A crystal of BaTiO3 is held in its ideal cubic shape, with Ti at the cube corners, O at the middle of the edges and Ba at the centre. Only its volume is changed, from a squeezed cell (positive pressure) to stretched ones (negative pressure). The band gap is the energy between the highest filled and the lowest empty level found on the k-mesh, the grid of electron waves that the calculation samples. Two of these waves matter here: at the point $\Gamma$ the wave repeats identically in every cell, and at the point R it changes sign from each cell to the next along all three axes.

Cubic BaTiO3 (Pm-3m) computed with Ansatz 0.2.0 using the r2SCAN functional, plane waves with generated PAW datasets and a 500 eV cutoff, scalar-relativistic and without spin polarization. All cells are unrelaxed single points on Γ-centred k-meshes; cell 2 holds 10 atoms, the others 5. Positive pressure means compression.

```tsv
cell	volume (Å³/atom)	shortest distance at Ba (Å)	pressure (GPa)	band gap on the mesh (0: none) (eV)	Bader charge of Ba (e)	k-mesh
1	12.25	2.787	7.8	2.33	1.56	7x7x7
2	12.89	2.835	-2.1	2.14	1.58	6x6x6
3	13.09	2.850	-4.6	2.10	1.58	6x6x6
4	13.37	2.870	-7.8	2.05	1.58	6x6x6
5	13.38	2.871	-8.0	2.05	1.58	6x6x6
6	13.50	2.879	-9.2	2.03	1.59	6x6x6
```

**(a) How does the gap respond to expansion, and which cell must be kept apart when the rate is worked out?**

*Solution.* The gap falls as the crystal expands, from 2.33 eV in cell 1 to 2.03 eV in cell 6. The first step looks too steep, and the k-mesh explains why. The lowest empty level lies at $\Gamma$, while in the stretched cells the highest filled level lies at R, halfway to the next repeat of the grid. A mesh with six divisions contains that halfway point; one with seven steps over it.

Cell 1 therefore lists the gap between levels that both lie at $\Gamma$, called the direct gap, and the others list the smaller gap from R to $\Gamma$. Cell 2 was computed in a doubled cell, in which R falls onto $\Gamma$, so its mesh contains R as well. A least-squares line through cells 2 to 6, with the gap plotted against the logarithm of the volume, has a slope of −2.4 eV. Each per cent of added volume thus costs about 0.024 eV. Extended to cell 1, which was not used for the line, it gives 2.26 eV, so the mesh accounts for about 0.07 eV of the listed value. These figures come from gaps rounded to the second decimal, so their last digit is uncertain; the unrounded gaps give a slightly steeper line and a slightly smaller share for the mesh.

**(b) A colleague explains the fall by the Ti–O bond. Overlap of O 2p and Ti 3d orbitals pushes a filled bonding level down and an empty antibonding level up; longer bonds overlap less, and the gap shrinks. Does this hold?**

*Solution.* The idea can be made into a formula. Two levels that lie $\Delta$ apart and are coupled by a strength $V_{pd}$ end up separated by

$$E = \sqrt{\Delta^2 + 4V_{pd}^2}.$$

In the limit of strong coupling this becomes $2V_{pd}$. A simple rule for p–d coupling lets $V_{pd}$ fall with bond length $d$ as $d^{-3.5}$, and the gap should then do the same. In the cubic cell $d$ is half the lattice constant $a$, so the gap should scale as $a^{-3.5}$.

The first test is a striking success. With the law set to the gap of cell 2, it reproduces the gaps of cells 3 to 6 to the second decimal. It would be easy to stop here and call the bond the cause.

A second test uses the direct gap, which belongs to the same crystals with the same bonds. In the same calculations it is 2.33 eV in cell 1 and 2.19 eV in cell 6, a fall of 0.14 eV. The lattice constant grows from 3.942 to 4.072 Å, so the law, now set to cell 1, asks for a fall of

$$2.33\ \text{eV}\times\left[1-\left(\frac{3.942}{4.072}\right)^{3.5}\right] = 0.25\ \text{eV}.$$

That is nearly twice the computed fall. Both gaps end at the same empty level, so the difference between them lies wholly within the filled band. From cell 3 to cell 6 the filled level at R rises by a few hundredths of an eV relative to the one at $\Gamma$, and this makes the listed gap fall faster than the direct one.

The exact exponent also leans on the size of the gap, which this semilocal functional tends to make too small. The measured gap is roughly 3.2 eV, a recalled figure for a real crystal whose atoms move about their ideal sites. If the slope stayed as computed but the gap had that size, the exponent for cells 2 to 6 would be smaller by about a third. A law of proportion can thus match a gap whose absolute value is wrong.

The colleague might still save the formula by choosing a larger $\Delta$, which slows the fall. Symmetry settles the matter at $\Gamma$. There, the O atoms to the left and right of a Ti atom carry the same p pattern, pointing the same way. A d orbital is unchanged by inversion through the Ti atom, whereas this p pattern changes sign, so the overlap on the left cancels the overlap on the right.

The lowest empty level at $\Gamma$ is known to be a Ti 3d level, and the highest filled one an O 2p level. They do not mix, yet the gap between them still falls by 0.14 eV. A weakening p–d repulsion between these two levels is therefore not what closes the direct gap. The highest filled level at R, where the listed gap begins, is known to escape the bond as well: its O 2p pattern circles around each Ti atom, and no d orbital matches it. Ti–O bonding is real in this crystal, but it acts on levels deeper in the filled band.

The cancellation needs Ti to sit exactly midway between its O neighbours. At room temperature Ti in BaTiO3 is displaced, the two overlaps no longer balance, and the edge levels can mix. The rate found in (a) therefore belongs to the ideal cubic shape; it should not be carried over to the polar crystal.

**(c) What can make the gap fall without any mixing of the two levels? Give the sign of the effect from a limiting case, and compare its size with the calculation.**

*Solution.* Imagine the crystal pulled apart into separate ions, with their charges kept. A highly charged Ti ion attracts an electron far more strongly than a negative O ion holds one. An electron would pass from O to Ti of its own accord, and there would be no gap at all. What keeps the electron on O in the crystal is the electric potential of the neighbours.

Each O ion has positive Ti and Ba ions close by, which lower the energy of an electron on it. Each Ti ion is enclosed by negative O ions, which raise the energy of an electron there. The filled O 2p level is thus pushed down and the empty Ti 3d level up. For ions treated as points with fixed charges, the gap takes the form

$$E_{\text{gap}} \approx E_0 + C\,\frac{e^2}{4\pi\varepsilon_0 a},$$

where $E_0$ is the negative value for separate ions, $e$ the elementary charge, $\varepsilon_0$ the electric constant and $C$ a positive number set by the charges and the geometry. Expansion weakens the second term, and the gap moves towards the separate-ion limit, in which it is closed.

Fixed charges are a fair assumption here. The Bader charge, which counts the electrons in the region of space assigned to an atom, changes for Ba only from 1.56 to 1.59 over the whole series. The calculation gives about +2.3 for Ti and −1.3 for O in the cells where all the charges were compared.

The size is another matter. With these charges, the point-ion formula makes the direct gap fall by about 1.3 eV from cell 1 to cell 6, some nine times the computed 0.14 eV. The formula gets the direction right and fails as an estimate of the rate.

Real ions are not points. Their electron clouds spread into one another, which softens the potential that an electron feels. Squeezing also crowds the filled O 2p shells against their neighbours, and this probably raises the filled level and offsets part of the widening. The present numbers test neither of these two causes.

The verdict therefore has two strengths. Symmetry rules out a p–d splitting between the edge levels as the cause of the fall. The lattice potential has the right sign and the right limiting case, but its point-ion estimate is far too large, so it remains a likely cause and not a proven one.

For a neighbouring material, the useful question is which orbitals form the two edges and whether they mix there. SrTiO3 has the same kinds of edge levels, and the same reasoning points to a gap that shrinks on expansion. In lead halide perovskites the highest filled level is itself an antibonding mixture of lead s and halogen p orbitals. Stretching the bonds lowers that level, and their gap is known to open on expansion.
